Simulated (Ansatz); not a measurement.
Abstraction of H: SiH2(CH3)(OH) + SnH2Cl → SiH2(CH2)(OH) + SnH3Cl

Gas-phase species: SiH2(CH3)(OH), singlet; SnH2Cl `[Cl][SnH2]`, doublet; SiH2(CH2)(OH), doublet; SnH3Cl `[Cl][SnH3]`, singlet. A radical takes H: the energy is the difference in strength between the C–H bond broken and the Sn–H bond made.

Shapes, held fixed at every level: PBE0-D4/def2-TZVP. Flexible molecules stand in one conformer, not always the lowest. Programs: Ansatz 0.2.0. The zero-point and thermal change to 298 K, harmonic and unscaled (PBE0-D4/def2-TZVP), is -12.9 kJ/mol.

Problem. Estimate ΔH(298 K) of this reaction.

Solution. The highest level, CCSD(T)/def2-TZVPP, gives ΔH(298 K) = +104.7 kJ/mol; the levels span +76.1 to +114.7. The column of differences is taken from that level and isn't an error. No measured value is set beside it here. Open shells run unrestricted. For atoms past krypton def2 sets carry core potentials with scalar relativity. Outer-core shells of Sn are correlated, in sets that cover them unevenly.

```csv
level,kind,ΔH(298 K) (kJ/mol),less CCSD(T)/def2-TZVPP
MP2/def2-TZVPP,perturbation theory,+114.7,+10.0
HF/def2-SVP,Hartree–Fock,+79.5,-25.2
HF/def2-TZVPP,Hartree–Fock,+76.1,-28.6
r2SCAN-D4/def2-TZVPP,meta-GGA,+107.6,+2.9
B2PLYP/def2-TZVPP,double hybrid,+111.6,+6.9
CCSD(T)/def2-SVP,coupled cluster or CI,+109.5,+4.8
CCSD/def2-SVP,coupled cluster or CI,+106.3,+1.6
CCSD(T)/def2-TZVPP,coupled cluster or CI,+104.7,0.0
```

Hydrogen abstraction from the methyl group by the stannyl radical is clearly endothermic at every level, so the C–H bond broken is much stronger than the Sn–H bond made. Carbon's compact valence orbitals overlap well with hydrogen 1s, whereas the diffuse 5s and 5p orbitals of tin overlap less effectively. The silyl substituent stabilises the carbon radical only modestly and doesn't close this gap. The negative vibrational and thermal term fits the same picture, as a stiff C–H oscillator gives way to a softer Sn–H one.

Hartree–Fock gets the sign right but falls 28.6 kJ/mol below CCSD(T) in the same basis, probably because the electron pair in the compact C–H bond gains more correlation energy than that in Sn–H. In the smaller basis, CCSD already recovers most of this shift, and triples add little.

The reverse reaction, hydrogen donation from the stannane to the carbon radical, is therefore exothermic, in line with the familiar role of tin hydrides in radical reductions. The reaction enthalpy alone doesn't establish how fast that transfer is.
